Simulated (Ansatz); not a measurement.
A series in volume per atom on TiO2

Results calculated with Ansatz 0.2.0, not measured. Periodic Kohn-Sham DFT of a crystal at fixed atoms; Kohn-Sham levels at symmetry points; band -1 is the highest filled and +1 the lowest empty one at that point, spin up along a +z start moment.

Cell of the first row (space group P4_2/mnm, No. 136):
```
cell vectors (Å)
   4.5002     0.0000     0.0000
   0.0000     4.5002     0.0000
   0.0000     0.0000     2.8986
atoms (fractions of the cell vectors)
Ti  0.00000  0.00000  0.00000
Ti  0.50000  0.50000  0.50000
O   0.30600  0.30600  0.00000
O   0.19400  0.80600  0.50000
O   0.69400  0.69400  0.00000
O   0.80600  0.19400  0.50000
```

Settings of every row: method all-electron LAPW; functional LDA; relativity scalar; k mesh 7x7x10; filling fermi-dirac; smearing width 0.05 eV; basis error target 0.5 meV/atom; nucleus gaussian.

Atom start moment: 0 on all atoms.

Limits: run without spin polarisation, so a magnetic state may lie lower; semilocal functionals tend to give too small a gap.

| row | volume per atom (Å³) | smallest direct gap on path (eV) | band gap (eV) |
| --- | --- | --- | --- |
| 1 | 9.784 | 1.998 | 1.987 |
| 2 | 9.992 | 1.947 | 1.942 |
| 3 | 10.2 | 1.896 | 1.896 |
| 4 | 10.304 | 1.871 | 1.871 |
| 5 | 10.408 | 1.847 | 1.847 |
| 6 | 10.512 | 1.822 | 1.822 |
| 7 | 10.616 | 1.798 | 1.798 |
| 8 | 10.825 | ? | ? |
| 9 | 11.033 | 1.706 | 1.706 |

Question: what smallest direct gap on path and band gap should row 8 give?

Worked fit of smallest direct gap on path. Take t = volume per atom − 10, in Å³. The shown rows have t = -0.216, -0.008, 0.2, 0.304, 0.408, 0.512, 0.616, 1.033. Least squares give smallest direct gap on path = 1.9445 − 0.24607 × t + 0.01449 × t² eV; a straight line predicts inner rows, each left out in turn, worse (root mean square 0.0019 against 0.00047 eV). The rows lie off it by 0.000, 0.001, 0.000, 0.000, 0.000, 0.000, 0.000, 0.000. The withheld row has t = 0.825, so the fit gives 1.9445 − 0.24607 × (0.825) + 0.01449 × (0.825)² = 1.751 eV.

The calculation gave 1.751 eV. The fit meets it to the printed digit.

Worked fit of band gap. Take t = volume per atom − 10, in Å³. The shown rows have t = -0.216, -0.008, 0.2, 0.304, 0.408, 0.512, 0.616, 1.033. Their means are 0.35613 and 1.8586 eV; the sums about the means are S_tt = 1.04 and S_ty = -0.2357, whose ratio is the slope. Least squares give band gap = 1.9393 − 0.22666 × t eV. The rows lie off it by -0.001, 0.001, 0.002, 0.001, 0.000, -0.001, -0.002, 0.001. The withheld row has t = 0.825, so the fit gives 1.9393 − 0.22666 × (0.825) = 1.752 eV.

The calculation gave 1.751 eV. The fit lies 0.001 eV (0.36 % of the column's range) above it, one unit of the last digit.
